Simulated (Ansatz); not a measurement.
## Telling isomers of FH3N3Si apart by their spectra

These gas-phase data were calculated for one isomer of FH3N3Si at PBE0-D3(BJ)/pcseg-1 (harmonic, unscaled wavenumbers; equilibrium rotational constants with average atomic masses):

| Quantity | Value |
| --- | --- |
| rotational constants | 6.058, 3.268, 2.37 GHz |
| all wavenumbers above 1500 cm⁻¹ | 3714, 3608, 2319, 1962, 1545 |
| dipole moment | 3.53 D (PBE0/def2-TZVPD) |

Candidates:

(1) `N[Si@]1(F)[N]N1`, a doublet
(2) `[N]=N[Si@H](N)F`, a doublet

**Question.** Assign the data to one candidate and say why.

**Answer.** Candidate (2). The band at 2319 cm⁻¹ lies where the Si–H stretch is expected; (1) has no mode between 2000 and 2380 cm⁻¹.

The same quantities for all candidates:

```tsv
	rotational constants (GHz)	wavenumbers above 1500 cm⁻¹	dipole (D)	E above the lowest, PBE0-D3(BJ)/pcseg-1 (kcal/mol)
(1)	6.422, 4.057, 2.951	3740, 3629, 3624, 1538	3.24	25.1
(2)	6.058, 3.268, 2.37	3714, 3608, 2319, 1962, 1545	3.53	0.0
```

Each candidate is one conformer. Open shells are spin-unrestricted. Programs: Ansatz 0.2.0.

The assignment doesn't rest on the Si–H stretch alone. The band at 1962 cm⁻¹ also has no counterpart in the ring and belongs to the N–N stretch of the diazenyl group. It lies well above the usual range for an N=N double bond, which suggests partial triple-bond character, as expected for a radical on the way to releasing N₂. The ring instead has a third N–H stretch, because the hydrogen sits on nitrogen rather than silicon. All three rotational constants are smaller for the open chain, whose mass is spread further from the centre than in the compact ring. The dipole moments are too similar to add much.

The energy order probably reflects the strong N–N multiple bond of the open form, set against a strained three-membered ring with a weak N–N single bond. This outweighs the ring's additional Si–N bond and its stronger N–H bond in place of Si–H. Being the lower of these two isomers does not make the diazenyl radical persistent, since loss of N₂ to leave a silyl radical was not examined.
